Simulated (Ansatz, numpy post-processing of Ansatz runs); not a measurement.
# Band gap and electron mass of rocksalt MgO under uniform compression and expansion, r2SCAN

An MgO layer that serves as a tunnel barrier or gate insulator seldom has the volume of the free crystal, and both its gap and its electron mass enter the tunnelling current. I want the response of these two quantities to volume alone, before the shear part of an epitaxial strain is added. The volume of the rocksalt cell is therefore imposed from 0.88 to 1.06 of the r2SCAN zero-pressure volume, and the Kohn-Sham gap and the conductivity mass of the lowest valley are followed. A semilocal gap lies below the measured one, so I rely more on the changes than on the absolute values. Measured values come in further on.

## Systems and settings

MgO (rocksalt), space group 225, 2 atoms in the cell, from the Crystallography Open Database or the Materials Project. The reference is the cell relaxed to zero pressure with this functional (primitive vectors 2.975, 2.975, 2.975 angstrom). The volume is imposed; symmetry fixes the cell shape and the ion positions, so nothing is relaxed at a given volume. Ansatz 0.2.0, plane waves with PAW potentials (set ansatz_paw_generated_soft_1), r2SCAN, scalar-relativistic, without spin-orbit coupling, no spin polarisation, no Hubbard U; cutoff 600 eV, self-consistent k meshes 8x8x8. Band extrema were located on a dense mesh in each cell and refined; masses are central differences at 0.008 and 0.03 1/angstrom. The same in all rows: where the valence-band maximum and the conduction-band minimum lie in the zone: Gamma to Gamma.

- V/V0: volume over that of the reference cell.
- pressure (GPa): static pressure, positive under compression.
- band gap (eV): fundamental Kohn-Sham gap, conduction-band minimum minus valence-band maximum.
- electron mass (m_e): electron conductivity mass of the lowest valley, in free-electron masses.

## Data

| member | V/V0 | pressure (GPa) | band gap (eV) | electron mass (m_e) |
| --- | --- | --- | --- | --- |
| V/V0 = 0.88 | 0.88 | 27.58 | 7.085 | 0.405 |
| V/V0 = 0.91 | 0.91 | 19.00 | 6.695 | 0.394 |
| V/V0 = 0.94 | 0.94 | 11.67 | 6.332 | 0.384 |
| V/V0 = 0.96 | 0.96 | 7.38 | 6.104 | 0.377 |
| V/V0 = 0.98 | 0.98 | 3.50 | 5.886 | 0.371 |
| V/V0 = 1.00 | 1.00 | ? | ? | ? |
| V/V0 = 1.02 | 1.02 | −3.16 | 5.478 | 0.359 |
| V/V0 = 1.04 | 1.04 | −6.02 | 5.288 | 0.353 |
| V/V0 = 1.06 | 1.06 | −8.61 | 5.105 | 0.347 |

Cells marked ? are withheld until the estimate has been made.

Least-squares fits to the members shown, with x = V/V0; R² in the fitted variables, residuals in the unit of y:

| y | members | fit | R² | rms residual | leave-one-out rms | standard deviation of y |
| --- | --- | --- | --- | --- | --- | --- |
| band gap (eV) | 8 | y = 16.63 − 10.92 x | 1.00 | 0.038 | 0.058 | 0.69 |
| electron mass (m_e) | 8 | y = 0.6844 − 0.3190 x | 1.00 | 7.6×10⁻⁴ | 0.0011 | 0.020 |

## Why the values move as they do

The gap falls at every step of increasing volume, from 7.085 eV at V/V0 = 0.88 to 5.105 eV at 1.06. Around the reference volume the slope is (5.478 − 5.886) / (1.02 − 0.98) = −10.2 eV per unit of V/V0. Between the two most compressed members it is (6.695 − 7.085) / (0.91 − 0.88) = −13.0 eV, so the curve is convex.

Both band edges stay at Γ in all rows. Their separate energies are not shown in the table, and comparing them between volumes would need a common zero of potential.

Electrostatics gives the sign of the slope. The valence top is oxygen 2p, while the conduction minimum is s-like with a large cation share. For point charges $\pm 2e$ the potential energy of an electron is lower at the oxygen site than at the magnesium site by $\Delta = 2\alpha q e^2/(4\pi\varepsilon_0 d)$, with $\alpha \approx 1.7$, $q = 2$, $e^2/(4\pi\varepsilon_0) \approx 14$ eV Å and $d = 2.975/\sqrt{2} \approx 2.1$ Å. This makes Δ roughly 45 eV, and since it goes as $V^{-1/3}$, its slope is about −45/3 = −15 eV per unit of V/V0. That is too steep, as it should be: the conduction state also spreads over oxygen, and compression broadens the 2p band, which raises its top.

The electron mass follows the gap, but more weakly. From 1.06 to 0.88 the gap grows by a factor 7.085/5.105 = 1.39 and the mass by 0.405/0.347 = 1.17. In the two-band form $1/m = 1 + E_P/E_g$, with $m$ in free-electron masses, the coupling energy $E_P$ is (1/0.347 − 1) × 5.105 = 9.6 eV in the expanded cell and (1/0.405 − 1) × 7.085 = 10.4 eV in the compressed one. A wider gap makes the electron heavier, and the stronger coupling at shorter bonds takes back part of that increase.

## Predicting the missing value

Plain estimates from the members shown:

- V/V0 = 1.00, fit at x = 1.00: 5.710 eV
- V/V0 = 1.00, straight-line interpolation between V/V0 = 0.98 and V/V0 = 1.02: w = (1.00 − 0.98) / (1.02 − 0.98) = 0.500, so 5.886 + 0.500 × (5.478 − 5.886) = 5.682 eV

The withheld member is the reference cell itself, with the same structure and the same band edges at Γ as its neighbours, so the estimate is a matter of interpolation. The straight line through all eight members gives 5.710 eV, which I expect to be too high: the data are convex, and a line fitted to them runs above them in the middle of the range.

The chord between 0.98 and 1.02 gives 5.682 eV and suffers much less from this, though it too must lie slightly above a convex curve. The size of that excess can be read from two shown members that sit midway between neighbours at the same distance of 0.02.

At V/V0 = 0.96 the chord gives (6.332 + 5.886) / 2 = 6.109 eV against 6.104 eV in the table, an excess of 0.005 eV. At 1.04 it gives (5.478 + 5.105) / 2 = 5.2915 eV against 5.288 eV, an excess of 5.2915 − 5.288 = 0.0035 eV. The reference volume lies halfway between these two, so I subtract their mean, (0.005 + 0.0035) / 2 = 0.004 eV, and arrive at 5.682 − 0.004 = 5.678 eV.

The two excesses differ from their mean by less than 0.001 eV, and rounding in the tabulated gaps adds about half a meV. I take 0.001 eV as the standard deviation.

**Committed estimate, V/V0 = 1.00: band gap = 5.678 ± 0.001 eV.**

## Check

| member | V/V0 | pressure (GPa) | band gap (eV) | electron mass (m_e) |
| --- | --- | --- | --- | --- |
| V/V0 = 1.00 | 1.00 | 0.00 | 5.678 | 0.365 |

| member | estimate | band gap (eV) | computed | estimate − computed | miss in error bars |
| --- | --- | --- | --- | --- | --- |
| V/V0 = 1.00 | committed | 5.678 | 5.678 | 0.000 | 0.0 |
| V/V0 = 1.00 | fit | 5.710 | 5.678 | +0.032 |  |
| V/V0 = 1.00 | interpolation | 5.682 | 5.678 | +0.004 |  |

The estimate of 5.678 eV agrees with the computed gap to the last digit shown, inside its error bar of 0.001 eV. The chord between the neighbours is 0.004 eV too high and the straight line through all members 0.032 eV too high, both on the side that a convex curve requires. The small correction read from the chords at 0.96 and 1.04 was therefore the right one.

This success rests on smoothness and says little about the mechanism, but the curvature does test it. From 0.94, 1.00 and 1.06 I get (6.332 + 5.105 − 2 × 5.678) / 0.06² = 22.5 eV, against a slope of −10.2 eV, a ratio of 2.2 in size. A gap term going as $V^{-1/3}$, like the point-charge potential, would give 4/3 = 1.3, and a kinetic energy going as $V^{-2/3}$ would give 5/3 = 1.7. My electrostatic argument thus accounts for the sign and the order of magnitude of the slope, but not for how quickly it steepens under compression. Broadening of the 2p band is an unlikely remedy, since it works against the opening of the gap and should itself grow faster at short bonds.

## Residuals

Least-squares fits to the whole series, with x = V/V0; R² in the fitted variables, residuals in the unit of y:

| y | members | fit | R² | rms residual | leave-one-out rms | standard deviation of y |
| --- | --- | --- | --- | --- | --- | --- |
| band gap (eV) | 9 | y = 16.654 − 10.948 x | 1.00 | 0.038 | 0.056 | 0.66 |
| electron mass (m_e) | 9 | y = 0.68466 − 0.31933 x | 1.00 | 7.3×10⁻⁴ | 0.0011 | 0.019 |

Largest departures from the fit to the whole series:

| member | band gap (eV) | fit | computed − fit | in rms residuals |
| --- | --- | --- | --- | --- |
| V/V0 = 0.88 | 7.085 | 7.020 | +0.065 | 1.7 |
| V/V0 = 1.06 | 5.105 | 5.049 | +0.056 | 1.5 |
| V/V0 = 0.96 | 6.104 | 6.144 | −0.040 | 1.1 |
| V/V0 = 0.98 | 5.886 | 5.925 | −0.039 | 1.0 |

No member stands out. The computed gaps lie above the line at the two ends (+0.065 eV at V/V0 = 0.88, +0.056 eV at 1.06) and below it at 0.96 and 0.98 (−0.040 and −0.039 eV), which is the pattern left when a straight line is drawn through a smooth convex curve.

## Measured against computed

| member | quantity | measured | computed | computed − measured | conditions | source |
| --- | --- | --- | --- | --- | --- | --- |
| V/V0 = 1.00 | band gap (eV) | 7.83 | 5.678 | −2.152 | literature experimental gap; Literature value based on experiment; other listed experimental values range from 7.7 to 8.7 eV | [1] |

Sources:

[1] "Electronic structure of alkaline earth and post-transition metal oxides" (2009, arXiv:0908.1581)

At the reference volume the computed gap is 2.152 eV below the measured 7.83 eV, or 5.678/7.83 = 0.73 of it. Most of this is the known deficit of a semilocal Kohn-Sham gap, which misses most of the jump of the exchange-correlation potential on adding an electron. A wrong equilibrium volume can't be the main cause: at 10.2 eV per unit of V/V0, it would take a cell about 2.152/10.2 = 0.21, or 21 %, too large.

The measured number has its own uncertainty. The other listed values run from 7.7 to 8.7 eV, a spread of 1.0 eV, and the entry doesn't say whether an optical onset or a fundamental gap was observed. An exciton puts the optical onset below the fundamental gap, by roughly 0.1 eV in an oxide of this kind. Lattice vibrations, absent from the static calculation, also lower the measured gap, by roughly half an eV even at low temperature. The vibrations, and the exciton too if an optical onset was observed, mean that the deficit against a static fundamental gap is larger than the plain difference suggests.

The table shows a measured gap at one volume only, so it offers no check on the computed slope.

## What to take away

Between V/V0 = 0.88 and 1.06 the r2SCAN gap and the electron mass both rise smoothly under compression. A new volume inside this range can be had to a few meV from neighbours 0.02 away on either side, while the straight line through the whole series typically misses by 0.056 eV.

For use under pressure, the gap opens near zero pressure by (5.886 − 5.478) / (3.50 + 3.16) = 0.061 eV per GPa. Between 19.00 and 27.58 GPa the rate is down to (7.085 − 6.695) / (27.58 − 19.00) = 0.045 eV per GPa, because the stiffening of the crystal outweighs the steeper dependence on volume.

The gap changes by 7.085 − 5.105 = 1.98 eV over the series. Of the omitted physics, only the many-body correction to the semilocal gap is larger, at roughly 2 to 3 eV upwards. A tunnelling model should therefore start from a corrected gap, with the table supplying a first estimate of how that gap changes with volume. The barrier height itself also depends on how the band edges line up with the electrode.

[On method and selection: Runs that did not converge, have known faults or may not be shown are not listed, and runs on Ansatz's PAW sets soft_1 and soft_2 are kept to separate tables.]
